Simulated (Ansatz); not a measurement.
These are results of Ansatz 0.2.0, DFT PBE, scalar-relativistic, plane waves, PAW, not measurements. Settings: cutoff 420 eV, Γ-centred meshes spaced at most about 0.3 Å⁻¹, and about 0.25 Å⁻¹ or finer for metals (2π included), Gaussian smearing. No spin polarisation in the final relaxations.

Temperature and zero-point effects are left out.

Two forms of SiB6 were relaxed alike.

1.

```
Si B
1.0
     4.13241    0.00000    0.00000
     0.00000    4.13241    0.00000
     0.00000    0.00000    4.13241
Si B
1 6
Direct
  0.00000 0.00000 0.00000
  0.20024 0.50000 0.50000
  0.50000 0.20024 0.50000
  0.79976 0.50000 0.50000
  0.50000 0.79976 0.50000
  0.50000 0.50000 0.20024
  0.50000 0.50000 0.79976
```

2.

```
Si B
1.0
    -2.99666    2.99666    1.69931
     2.99666   -2.99666    1.69931
     2.99666    2.99666   -1.69931
Si B
1 6
Cartesian
  0.0000 0.0000 1.6993
  4.7211 0.0000 0.0000
  1.2722 0.0000 0.0000
  0.0000 4.7211 0.0000
  0.0000 1.2722 0.0000
  0.0000 2.9967 0.0000
  2.9967 0.0000 0.0000
```

Question: Which form is favoured at zero pressure, and by what margin per atom?

Answer: Cell 1 is lower, by 241 meV/atom. Cell 1 has space group Pm-3m (No. 221), 10.1 Å³/atom and a gap of 0.06 eV on its mesh; cell 2 has space group I4/mmm (No. 139), 8.7 Å³/atom and no gap. Counting B atoms around Si (those within 1.25 times the shortest such distance or 1.15 times the sum of covalent radii; the shortest distance is added where it is long for a bond), cell 1 has Si 24 from 3.0 Å and cell 2 has Si 8. Cell 1 and cell 2 both hold B–B bonds in all directions. The lower one is the more open, so pressure narrows the difference. Even the lower one lies +0.45 eV/atom against the reference forms of the elements (uncorrected), so neither is stable at this level. Origin: cell 1 is a cell as deposited in COD, relaxed; cell 2 was invented. A third cell relaxed alike, in R3m, lies 151 meV/atom below the lower of the two; the Pm-3m cell fell into it when its atoms were moved at random.

Cells relaxed within their symmetry can be saddle points; a later kick test found a lower structure for SiB6 Pm-3m.

The preference for the cubic cell probably reflects its boron network: linked B6 octahedra with delocalised cage bonding, which the denser cell gives up for chains crosslinked through further boron. An octahedral hexaboride framework needs two electrons from its guest. Silicon has four in its valence shell, so a simple ionic picture leaves it with a filled 3s pair. It is also small for the cage: its nearest boron atoms, at 3.0 Å, are well beyond a normal Si–B bond. The fall into R3m therefore suggests that silicon moves off-centre along a threefold axis to bond to part of the cage, although the distortion may also involve the boron framework.

Even that lower cell remains above the elements, whereas silicon hexaboride is a known compound. The likely cause is the structural model: the real material has a large orthorhombic cell containing boron icosahedra and partly disordered silicon, which no seven-atom cell can represent. The energies thus rank simple candidate structures and don't argue against the compound itself.
